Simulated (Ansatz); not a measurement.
BPt2: the change of pressure and energy above lowest point with volume scale

Free energy against uniform scaling of the volume at fixed shape and fractions; periodic cell, basis, potentials, k mesh and filling as listed. The results are calculated, by Ansatz 0.2.0.

The cell before it is scaled or strained (space group P6_3/mmc, No. 194):
```
cell vectors (Å)
   2.9283     0.0000     0.0000
  -1.4642     2.5360     0.0000
   0.0000     0.0000    10.3572
atoms (fractions of the cell vectors)
B   0.66667  0.33333  0.75000
B   0.33333  0.66667  0.25000
Pt  0.66667  0.33333  0.38379
Pt  0.33333  0.66667  0.61621
Pt  0.33333  0.66667  0.88379
Pt  0.66667  0.33333  0.11621
```

Settings of every row: functional LDA; dispersion none; potentials PAW; wave cutoff 510 eV; density cutoff 2040 eV; k mesh 9x9x3; k shift 0x0x0; occupations cold; smearing width 0.1 eV; spin none.

Limits: coarse k mesh, up to 40 meV an atom off; no spin-orbit coupling, which can matter with elements this heavy; the cell comes from a prototype or a list of computed structures and needn't be the stable phase.

```csv
row,volume scale,V (Å³/atom),pressure (GPa),energy above lowest point (meV/atom)
1,0.88,11.281,?,?
2,0.92,11.794,15.35,25.8
3,0.96,12.306,1.33,0
4,1,12.819,-9.66,14.1
5,1.04,13.332,-18.26,59.3
6,1.08,13.845,-24.96,128.9
7,1.12,14.357,-30.14,217.4
```

Question: what pressure and energy above lowest point should row 1 give?

Worked fit of pressure. Take u = (V_r/V)^(2/3) − 1 with V_r = 13.076 Å³ an atom, which is twice the finite (Eulerian) strain; such expansions in the strain, on which the Birch-Murnaghan equation of state is built, carry the rest volume and the bulk modulus. The shown rows have u = 0.07121, 0.04129, 0.01332, -0.01284, -0.03738, -0.0604. Least squares give pressure = −14.236 + 327.796 × u + 1142.57 × u² + 1243.9 × u³ GPa; a parabola predicts inner rows, each left out in turn, worse (root mean square 0.11 against 0.0071 GPa). All shown rows lie on it to the printed digit. The pressure vanishes at u = 0.0381, or V = 12.36 Å³ an atom, and there the bulk modulus at fixed shape and fractions is B = −V dP/dV = (2/3)(1 + u) dP/du = 291 GPa. Letting shape and atoms relax would as a rule lower it, by much in layered, chain or molecular crystals. The withheld row has u = 0.10345, so the fit gives −14.236 + 327.796 × (0.10345) + 1142.57 × (0.10345)² + 1243.9 × (0.10345)³ = 33.28 GPa.

The calculation gave 33.21 GPa. The fit lies 0.07 GPa (0.11 % of the column's range) above it; its largest miss of a shown row is 0.00 GPa. This row lies beyond the range of the fit.

Worked fit of energy above lowest point. Take u = (V_r/V)^(2/3) − 1 with V_r = 13.076 Å³ an atom, which is twice the finite (Eulerian) strain; such expansions in the strain, on which the Birch-Murnaghan equation of state is built, carry the rest volume and the bulk modulus. The shown rows have u = 0.07121, 0.04129, 0.01332, -0.01284, -0.03738, -0.0604. Least squares give energy above lowest point = 33.29 − 1741.3 × u + 22249.6 × u² + 10183 × u³ meV/atom; a parabola predicts inner rows, each left out in turn, worse (root mean square 0.94 against 0.071 meV/atom). All shown rows lie on it to the printed digit. Its lowest point lies at u = 0.0381, or V = 12.36 Å³ an atom, and the curvature there gives the bulk modulus at fixed shape and fractions, B = (4/9)(1 + u)² E″(u)/V = 291 GPa. Letting shape and atoms relax would as a rule lower it, by much in layered, chain or molecular crystals. The withheld row has u = 0.10345, so the fit gives 33.29 − 1741.3 × (0.10345) + 22249.6 × (0.10345)² + 10183 × (0.10345)³ = 102.5 meV/atom.

The calculation gave 102.3 meV/atom. The fit lies 0.2 meV/atom (0.092 % of the column's range) above it; its largest miss of a shown row is 0.0 meV/atom. This row lies beyond the range of the fit.
